Appendix. Pressure heating in the fluid picture of the rf sheath

A.1 Geometry, conventions and premises

The x axis points from the plasma toward the electrode. The plane x = 0 is the ion sheath edge, where the electron density is n0, and the electrode lies at x = s_m. Temperatures are energies (1 eV stands for kB times the temperature in kelvin), m and −e are the electron mass and charge, θ = ωt, and ⟨…⟩ is the average over one rf period. The bulk electrons are Maxwellian at T_b, with mean speed v̄ = (8T_b/πm)^(1/2). The premises are:

P1. Ions are cold, collisionless and too heavy to follow the rf field, so their density n(x) is fixed in time. They cross x = 0 at the Bohm speed u_B = (T_b/M)^(1/2). For x < 0 the density is uniform and equal to n0.
P2. The electron density equals n(x) for x < s(t) and vanishes beyond an edge layer at s(t). The layer is thin compared with s_m and moves as a rigid body. Electron loss to the electrode is neglected.
P3. The rf current is sinusoidal and is carried by electrons wherever they are present.
P4. The electron pressure is a scalar, p = nT, with energy density (3/2)nT, and T = T(t) is uniform in 0 < x < s(t).
P5. No heat flows through the edge layer. The heat flux through x = 0 is carried by two half-Maxwellian populations (A.6).

A.2 Kinematics

With n fixed in time, continuity, ∂n/∂t + ∂(nu)/∂x = 0, makes the flux Γ = nu independent of x. By P3,

Γ(t) = n0 u0 sin θ,  u(x,t) = Γ(t)/n(x).  (A1)

The number of electrons per unit area in the sheath region is N = ∫₀^s n dx. It changes only by the flow through x = 0, so dN/dt = n_s ds/dt = Γ with n_s = n(s). The edge therefore moves with the local fluid velocity u_s = Γ/n_s. Choosing s = 0 at θ = 0,

N = n0 s0 (1 − cos θ),  s0 = u0/ω.  (A2)

For 0 < θ < π the edge moves toward the electrode: the sheath collapses. For π < θ < 2π it retreats: the sheath expands. Since N fixes s, the edge passes each point twice, at θ = φ and at θ = 2π − φ with 0 ≤ φ ≤ π, and φ labels position through

n dx = n0 s0 sin φ dφ.  (A3)

A.3 The ion profile

Electrons are absent from the point x(φ) during the fraction φ/π of the period, so the mean space charge is enφ/π. The averaged Poisson equation and (A3) give dĒ/dφ = (e n0 s0/πε0) φ sin φ, and with Ē = 0 at φ = 0,

Ē = (e n0 s0/πε0)(sin φ − φ cos φ).  (A4)

Let ψ be the mean potential drop from x = 0 in units of T_b/e, so dψ/dx = eĒ/T_b. Ion flux and energy conservation give n0/n = (1 + 2ψ)^(1/2). Then dψ/dφ = (eĒ/T_b)(1 + 2ψ)^(1/2) s0 sin φ, and since d(1 + 2ψ)^(1/2) = dψ/(1 + 2ψ)^(1/2),

d(n0/n)/dφ = H sin φ (sin φ − φ cos φ),  H = s0²/(πλ_D²),  λ_D² = ε0T_b/(e²n0).  (A5)

Integration from φ = 0 yields the collisionless rf sheath of Lieberman (1988):

n0/n = 1 + H g(φ),  g = φ/2 + (φ/4) cos 2φ − (3/8) sin 2φ.  (A6)

The function g starts as φ⁵/15 and rises monotonically to 3π/4 at φ = π. Integrating (A3) by parts, ∫₀^π g sin φ dφ = 3π/4 − π/3, so s_m = s0(2 + 5πH/12), and the mean sheath voltage is ψ(π) = [(1 + 3πH/4)² − 1]/2. Define

Λ = ln(n0/n_s) = ln[1 + Hg(φ)] ≥ 0,  A(θ) = −sin θ Λ.  (A7)

As a function of θ, Λ is even about θ = π and A is odd. A is negative during collapse and positive during expansion.

A.4 The power and its parts

The electron momentum equation with a momentum-transfer frequency ν is mn(∂u/∂t + u ∂u/∂x) = −enE − ∂p/∂x − mnνu. Multiplying by u isolates the power per unit volume that the field gives to the electrons:

−eΓE = u ∂p/∂x + mnu ∂u/∂t + mΓ ∂(u²/2)/∂x + mνnu².  (A8)

The last term is ohmic heating. The second is the time derivative of mnu²/2 at fixed x. Electrons occupy the point from θ = φ to 2π − φ, and u² is the same at both ends, so its average vanishes. The third integrates to mΓ(u_s² − u(0)²)/2, which is odd about θ = π and also averages to zero. The collisionless power per unit area is therefore

S = ⟨∫ u (∂p/∂x) dx⟩.  (A9)

The limits of this integral need care, because the pressure changes in three places.

(i) In 0 < x < s, P4 gives u ∂p/∂x = ΓT d(ln n)/dx, and the integral is ΓT ln(n_s/n0) = −ΓTΛ.
(ii) In the edge layer u = u_s is uniform and p falls from n_sT to zero, which gives −u_s n_s T = −ΓT.
(iii) For x < 0, n and u are uniform while the temperature passes from T_b deep in the bulk to T(t) at x = 0, which gives Γ(T − T_b).

Parts (ii) and (iii) add up to −ΓT_b, whose average is zero. The same follows from u ∂p/∂x = ∂(pu)/∂x − p ∂u/∂x: the divergence contributes only the boundary value in the bulk, and the remainder is the work of compression, which is nonzero only where u varies with x. With (A1), −p ∂u/∂x = ΓT d(ln n)/dx. Hence the total over the whole half-space equals part (i):

S = −⟨ΓTΛ⟩ = n0 u0 ⟨A T⟩.  (A10)

A.5 Constant temperature and the sign of the effect

If T is constant, (A10) is n0u0T⟨A⟩, and ⟨A⟩ = 0 because A is odd about θ = π. The argument does not need a sinusoid. Λ is a function of N alone and Γ = dN/dt, so ΓΛ is the time derivative of ∫Λ dN, whose change over a period is zero. The statement even holds point by point, since at fixed x the factor T d(ln n)/dx is constant and the net flux through x over a period vanishes. An isothermal gas returns during collapse all the work done on it during expansion.

Subtracting this zero gives S = n0u0⟨A(T − T_b)⟩. During expansion the electrons flow toward higher density and are compressed (A > 0). During collapse they flow toward lower density and are rarefied (A < 0). Pairing the two passages through the same φ,

S = (n0u0/2π) ∫₀^π sin φ Λ(φ) [T(2π − φ) − T(φ)] dφ,  (A11)

which is positive when the temperature during expansion exceeds that during collapse at the same edge position. A purely adiabatic gas would also give zero, since T would retrace itself. Heating requires a finite exchange of heat with the bulk.

A.6 Energy equation and heat-flux closure

The energy moment of the collisionless kinetic equation, after removal of the directed energy, is ∂(3p/2)/∂t + ∂(5pu/2 + Q)/∂x = u ∂p/∂x. Using continuity it becomes

(3/2) n (∂T/∂t + u ∂T/∂x) + p ∂u/∂x + ∂Q/∂x = 0.  (A12)

Integrate from 0 to s with ∂T/∂x = 0, with Q(s) = 0, and with ∫p (∂u/∂x) dx = ΓTΛ = −n0u0AT from A.4:

(3/2) N dT/dt = n0u0 A T + Q0,  (A13)

where Q0 is the heat flux into the sheath region at x = 0.

Q is defined in the frame of the mean flow, where the particle fluxes in the two directions are equal. Let electrons moving toward the electrode be half-Maxwellian at T_b and returning ones half-Maxwellian at T, each with flux Φ. The flux-weighted mean energy of a half-Maxwellian is 2T, made of T from the normal motion and T from the two transverse directions. So Q0 = 2Φ(T_b − T). For T = T_b the flux is n0v̄/4. With τ = T/T_b,

Q0 = Q_b h(τ)(1 − τ),  Q_b = (1/2) n0 v̄ T_b,  h(1) = 1.  (A14)

The factor h = 4Φ/(n0v̄) depends on a further choice. Fixing the incoming flux gives h = 1. Fixing the total density at n0 gives h = 2√τ/(1 + √τ). The closure of Gozadinos, Turner and Vender (2001) is of the type (A14) with this Q_b. The leading result below is the same for every h. Beyond leading order h = τ is adopted here, because it makes the problem linear.

Divide (A13) by Q_b. With δ = u0/v̄, the ratio n0u0T_b/Q_b is 2δ, and with (A2) and η = 1 − cos θ,

3δ η dτ/dθ = 2δ A τ + τ(1 − τ).  (A15)

In w = 1/τ this reads 3δη dw/dθ = 1 − (1 + 2δA)w. At θ = 0 the region is empty, η = A = 0, and τ = 1. The temperature relaxes toward 1 + 2δA over a phase interval 3δη ≤ 6δ. From (A10),

S = 2δ Q_b ⟨Aτ⟩ = 2δ Q_b ⟨A(τ − 1)⟩.  (A16)

Positivity follows directly. Dividing (A15) by τ gives 2δA = τ − 1 + 3δη d(ln τ)/dθ. Multiply by τ − 1, note that (τ − 1) d(ln τ) = d(τ − 1 − ln τ), and integrate by parts with dη/dθ = sin θ:

S/Q_b = ⟨(τ − 1)²⟩ − 3δ⟨sin θ (τ − 1 − ln τ)⟩.  (A17)

The difference (τ − 1)² − (τ − 1 − ln τ) has derivative (τ − 1)(2 − 1/τ), so for τ > 1/2 its minimum is zero at τ = 1. As τ − 1 − ln τ is never negative, S > 0 whenever δ < 1/3, τ stays above 1/2 and H > 0.

A.7 Expansion in δ

Write (A15) as τ = 1 + 2δA − 3δη d(ln τ)/dθ and insert τ = 1 + δτ1 + δ²τ2 + δ³τ3, with ln τ = δτ1 + δ²(τ2 − τ1²/2) + …. A prime denotes d/dθ. Order by order,

τ1 = 2A,  τ2 = −6ηA′,  τ3 = 18η(ηA′)′ + 12ηAA′.  (A18)

In (A16), ⟨Aτ2⟩ = 0, because A is odd while η and A′ are even about π. With T_b = πmv̄²/8, the prefactor is Q_bδ² = (π/16) m n0 v̄ u0², and

S = (π/16) m n0 v̄ u0² [F0(H) + δ²F2(H) + …],  (A19)

F0 = 4⟨A²⟩ = (4/π) ∫₀^π sin²φ ln²[1 + Hg(φ)] dφ.  (A20)

For the correction, F2 = 2⟨Aτ3⟩. Integration by parts gives ⟨Aη(ηA′)′⟩ = −⟨η²A′²⟩ − ⟨η sin θ AA′⟩, then ⟨η sin θ AA′⟩ = −(1/2)⟨(cos θ − cos 2θ)A²⟩, and ⟨ηA²A′⟩ = −(1/3)⟨sin θ A³⟩ = (1/3)⟨sin⁴θ Λ³⟩. Thus

F2 = −36⟨η²A′²⟩ + 18⟨(cos θ − cos 2θ)A²⟩ + 8⟨sin⁴θ Λ³⟩.  (A21)

The first term is the lag due to the heat capacity of the sheath electrons and lowers the power. At H = 12 quadrature gives F0 = 7.45 and F2 = −2.7 × 10².

The parts that cancel in A.4 are not small. At leading order −⟨ΓT⟩ = Q_bδ²F1 with F1 = 4⟨sin²θ Λ⟩, which is 3.33 at H = 12. An integral of u ∂p/∂x that starts at x = 0 and includes the edge layer gives F0 + F1. The mean heat flux out through x = 0 follows from averaging (A13), with ⟨N dT/dt⟩ = −⟨ΓT⟩, and is F0 − (3/2)F1 = 2.46 in the same unit. Averaging (A12) over the uniform region x < 0 shows that the heat flux reaching the deep bulk exceeds this by −(3/2)⟨ΓT⟩, which restores F0. Only F0 is the power gained by the electron gas as a whole.

Because u0² = ω²s0² = πHω²λ_D², (A19) can also be written

S = (π²/16) H F ε0 m v̄ ω² T_b/e²,  δ = π (H/8)^(1/2) ω/ω_pe,  (A22)

where F is the bracket of (A19) and ω_pe² = e²n0/(ε0m). At given H, ω and T_b the leading power does not depend on n0. The density enters only through δ.

A.8 Comparison with the hard-wall model and the rational fit

In the hard-wall model an electron of velocity v > u_s rebounds from the edge with velocity 2u_s − v and gains the energy −2mu_s(v − u_s). Such collisions occur at the rate (v − u_s)f(v) dv, so P = −2mu_s ∫(v − u_s)² f dv over v > u_s. Let f be a Maxwellian of density n_s and temperature T_b that drifts at u_d, and let Δ = u_s − u_d. To first order in Δ/v̄ the integral is n_sT_b/2m − Δ n_s v̄/2, so

P = −ΓT_b + m v̄ Γ Δ.  (A23)

The first term averages to zero. The model sets u_d equal to the bulk drift u0 sin θ, so Δ = u0 sin θ (n0/n_s − 1) = u0 sin θ Hg. With ⟨sin²φ g⟩ = (1/π)(π²/8 − π²/32) = 3π/32,

S_hw = (3π/32) H m n0 v̄ u0²,  that is F_hw = 3H/2.  (A24)

The assumed drift conflicts with (A1), which requires u_d = u_s at the edge. For that value Δ = 0 and the hard-wall power vanishes. The fluid picture keeps (A1) and finds the heating in the compression.

The result of the Gozadinos–Turner–Vender model is usually quoted as (A19) with the interpolation formula F_fit = 36H/(55 + H). This expression is a fit. It is not derived here and can only be set beside (A20). Its ratio to the hard-wall value is 24/(55 + H).

H | F0 | F_fit | F0/F_hw | F_fit/F_hw
0.1 | 0.0119 | 0.0653 | 0.079 | 0.44
1 | 0.551 | 0.643 | 0.37 | 0.43
4 | 2.85 | 2.44 | 0.47 | 0.41
12 | 7.45 | 6.45 | 0.41 | 0.36
30 | 14.0 | 12.7 | 0.31 | 0.28

At the tabulated values from H = 1 to 30 the fit stays within 17 per cent of F0, and the fluid power is 0.3 to 0.5 of the hard-wall power. A ratio near 0.4 belongs to this range of moderate H. It is not the limit H → 0 of the model. There Λ → Hg, and expanding sin²φ g² in harmonics, with ∫₀^π φ² cos kφ dφ = 2π/k² and ∫₀^π φ sin kφ dφ = −π/k for even k, gives

F0 → (5π²/48 + 385/1152) H² = 1.362 H².  (A25)

The power is quadratic in the density contrast, one factor coming from the compression and one from the temperature it produces. The ratio to the hard wall therefore falls as 0.908 H, while the fit tends to 24/55 = 0.44 and is 5.5 times F0 at H = 0.1. For large H, F0 grows only as 2 ln²H, against the linear growth of (A24).

A.9 Range of validity

(a) Frequencies. P1 needs ω above the ion plasma frequency u_B/λ_D. P3 needs ω well below the electron plasma frequency at the lowest density, n0/(1 + 3πH/4).
(b) Sheath model. The step profile needs s_m ≫ λ_D, hence H of order one or more, so (A25) describes the equations and not a real sheath. Equation (A4) leaves out the field in the quasineutral part, whose potential drop is of order Λ in the unit of ψ. At H = 12, ψ = 15.8 and Λ = 1.74 at φ = π/2, but ψ = 1.15 and Λ = 0.60 at φ = π/3. The profile is rough near the entrance, where the integrand of (A20) is small.
(c) Collisions. The ion mean free path must exceed s_m for (A6) to hold. The electron mean free path λ_e must exceed s_m for P5. With ν = v̄/λ_e, (A3) and (A6), the ohmic term of (A8) in the sheath region is m n0 v̄ u0² (s0/λ_e) K, where K = ⟨sin²φ ∫₀^φ (1 + Hg)² sin φ′ dφ′⟩, equal to 16.4 at H = 12.
(d) Small δ. The series (A19) needs 6δ < 1 and |δ²F2| ≪ F0. Otherwise (A15) has to be integrated.
(e) Uniform temperature. P4 needs a transit phase ωs_m/v̄ = δ(2 + 5πH/12) below one and an edge speed u_s = u0 sin φ (1 + Hg) below v̄. The transit condition is stricter than 6δ < 1 only for 2 + 5πH/12 > 6, that is H > 48/(5π) = 3.1, as at H = 12. For smaller H, (d) limits the range: at H = 1 the transit phase is 3.3δ and the largest value of u_s/v̄ is 1.85δ. When the conditions for P4 fail, the returning electrons form a directed group that no single temperature describes.
(f) Closure. A planar collisionless sheath acts only on the normal velocity. If only the normal temperature is allowed to change, the energy exchanged per electron in (A14) is T_b − T in place of 2(T_b − T), the compression term keeps its form with p_xx, and F0 doubles. The coefficient in (A19) is thus tied to P4 and P5 and is uncertain by a factor of this order. The zero at constant T and the sign of S do not depend on the closure.
(g) Negative ions. They must be confined to the core, so that x = 0 lies in an electropositive edge region. Heating by drift and ambipolar fields in an electronegative core is not included, nor are secondary electrons or harmonics of the current.

A.10 Numerical illustration: O2 at 0.7 Pa, 13.56 MHz, H = 12

Assumed inputs: T_b = 3 eV (3.48 × 10⁴ K), n0 = 1 × 10¹⁶ m⁻³ at the sheath edge, gas temperature 300 K, O2⁺ (M = 32 u) as the only positive ion, an electron momentum-transfer cross section of 6 Å² and an ion–neutral cross section of 50 Å². The density was chosen so that the sheath is of the order of a centimetre wide and δ is small.

The basic scales are ω = 8.52 × 10⁷ s⁻¹, λ_D = 0.129 mm and v̄ = 1.159 × 10⁶ m s⁻¹. From H, s0 = λ_D(12π)^(1/2) = 0.791 mm, u0 = 6.74 × 10⁴ m s⁻¹, δ = 0.0581, and the current amplitude is en0u0 = 108 A m⁻². The sheath has s_m = 17.7 s0 = 14.0 mm, a density ratio n0/n(s_m) = 29.3 and a mean voltage of 428 T_b/e = 1.28 kV.

The unit of power is m n0 v̄ u0² = 47.9 W m⁻², and Q_bδ² = 9.41 W m⁻². Per sheath, the model gives:

leading order, F0 = 7.45: 70 W m⁻²
correction δ²F2 = −0.91, or 12 per cent: a reduction by 9 W m⁻²
rational fit, F_fit = 6.45: 61 W m⁻²
hard wall, F_hw = 18: 169 W m⁻²

The temperature swing 2δA is ±0.27 at φ = 2π/3, so τ stays well above 1/2.

The conditions of A.9 stand as follows. The frequency ratios are comfortable: u_B = 3.01 × 10³ m s⁻¹, (u_B/λ_D)/ω = 0.27, and ω/ω_pe = 0.015 at x = 0 and 0.082 at the electrode. The gas density is 1.69 × 10²⁰ m⁻³, so λ_e = 99 mm and s_m/λ_e = 0.14. The ohmic power in the sheath region is 6.3 W m⁻², or 9 per cent of the leading term. The relaxation phase 6δ is 0.35. Three conditions are only marginal. The ion mean free path is 12 mm, so s_m is 1.2 mean free paths and (A6) is disturbed by ion collisions. The transit phase ωs_m/v̄ is 1.03. The edge speed at φ = 3π/4 is 13.9 u0 = 0.81 v̄. One significant figure is all that these conditions and item (f) support: the model's collisionless power is about 0.06 kW m⁻² per sheath, against 0.17 kW m⁻² for the hard wall.

The ion current density en0u_B is 4.8 A m⁻², which carries 6.2 kW m⁻² to the electrode, far more than the electron heating. Dividing 70 W m⁻² by this current gives 15 eV per electron–ion pair lost. The typical energy cost of a pair in oxygen at a few eV is 100 eV or more, so pressure heating falls short of sustaining the assumed density by roughly an order of magnitude. The numbers above describe a sheath whose plasma is maintained largely by another source, such as a second, higher frequency or secondary electrons. A discharge fed by this mechanism alone would settle nearer an assumed 1 × 10¹⁵ m⁻³. By (A22) the leading power is then unchanged and the energy per pair is ten times larger, but s_m = 44 mm, δ = 0.18, 6δ = 1.10 and δ²F2 = −9.1 exceeds F0 in size. The expansion (A19), the collisionless ion profile and the uniform temperature all fail there, and only the structure of (A10) and (A11) survives.